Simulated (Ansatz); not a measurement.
From the elastic tensor of Sr3TiO to moduli and sound speeds

All numbers below come from Ansatz, DFT PBE, scalar-relativistic, plane waves, PAW. Settings: 420 eV plane-wave cutoff, Γ-centred 8×8×8 mesh, Gaussian smearing of 0.20 eV. Collinear spin, site moments 0.1, 0.1, 0.1, 2.3, 0.0 μB.

It takes space group Pm-3m (No. 221, cubic). The conventional cell has a = 5.275 Å, b = 5.275 Å, c = 5.275 Å, α = 90.00°, β = 90.00°, γ = 90.00°. Sr (site symmetry 4/mmm) is surrounded by 2 O at 2.64 Å. Ti (site symmetry m-3m) is surrounded by 12 Sr at 3.73 Å. O (site symmetry m-3m) is surrounded by 6 Sr at 2.64 Å.

The cell was built by swapping an element in a database structure (itself possibly hypothetical) and relaxing; it need not be the stable form of this composition. In a metal, frequencies and elastic constants depend on the k mesh and the smearing, soft modes and shear constants most. A semilocal functional can close a gap that the real compound has.

Relaxed-ion constants (GPa, on the Cartesian axes of the calculation):
C11 = 48.0, C12 = 25.2, C13 = 25.2, C22 = 48.0, C23 = 25.2, C33 = 48.0, C44 = 27.0, C55 = 27.0, C66 = 27.0 GPa; the others vanish.

Density 3.697 g/cm³; 5 atoms in 146.74 Å³.

The values that follow are for a polycrystal of randomly turned grains, by Hill's mean where one number stands.

With S = C⁻¹: B_V = (C11+C22+C33+2(C12+C13+C23))/9, G_V = (C11+C22+C33−C12−C13−C23+3(C44+C55+C66))/15, 1/B_R = S11+S22+S33+2(S12+S13+S23), 15/G_R = 4(S11+S22+S33−S12−S13−S23)+3(S44+S55+S66); Hill is their mean. Then v_l = √((B+4G/3)/ρ), v_t = √(G/ρ), v_m = [(2/v_t³+1/v_l³)/3]^(−1/3) and Θ = (ħ/k_B)·v_m·(6π²n/V)^(1/3) for n atoms in the volume V; E = 9BG/(3B+G), ν = (3B−2G)/(2(3B+G)) and A^U = 5G_V/G_R + B_V/B_R − 6.

```
Bulk modulus, Voigt / Reuss / Hill          : 32.8 / 32.8 / 32.8 GPa
Shear modulus, Voigt / Reuss / Hill         : 20.7 / 17.5 / 19.1 GPa
Young's modulus                             : 48 GPa
Poisson ratio                               : 0.256
Pugh ratio B/G                              : 1.72 (under 1.75, the rule of thumb for brittle)
Universal anisotropy index                  : 0.94
Longitudinal and transverse sound speeds    : 3969 and 2273 m/s
Debye temperature from the mean sound speed : 244 K
```

Cost: 1 run of about 9.8 core-minutes, on AMD EPYC (Zen 3) (shared hosts).

The cubic cell resists uniform strain, but it is soft and clearly anisotropic: the tetragonal shear governed by C11 − C12 is much easier than the shear governed by C44. A rigid network of Sr–O–Sr chains would tend to give the opposite order. Sr and Ti together occupy the sites of an fcc lattice, and close-packed fcc metals typically show this anisotropy, so the metal sublattice probably shapes the shear response more than the oxygen-centred octahedra do. C12 lies close to C44, as expected for largely central forces between atoms at inversion centres, with little sign of directional covalent bonding.

Oxide and strontium ions in their usual charge states would leave Ti with an implausibly negative charge. The surplus electrons therefore probably occupy Ti d and Sr-derived states, and the moment on Ti suggests that its d shell overlaps only weakly with its distant neighbours. The Pugh ratio is too near the dividing line to call the material brittle. Stability under uniform strain also leaves open whether the octahedra would tilt in a larger cell.
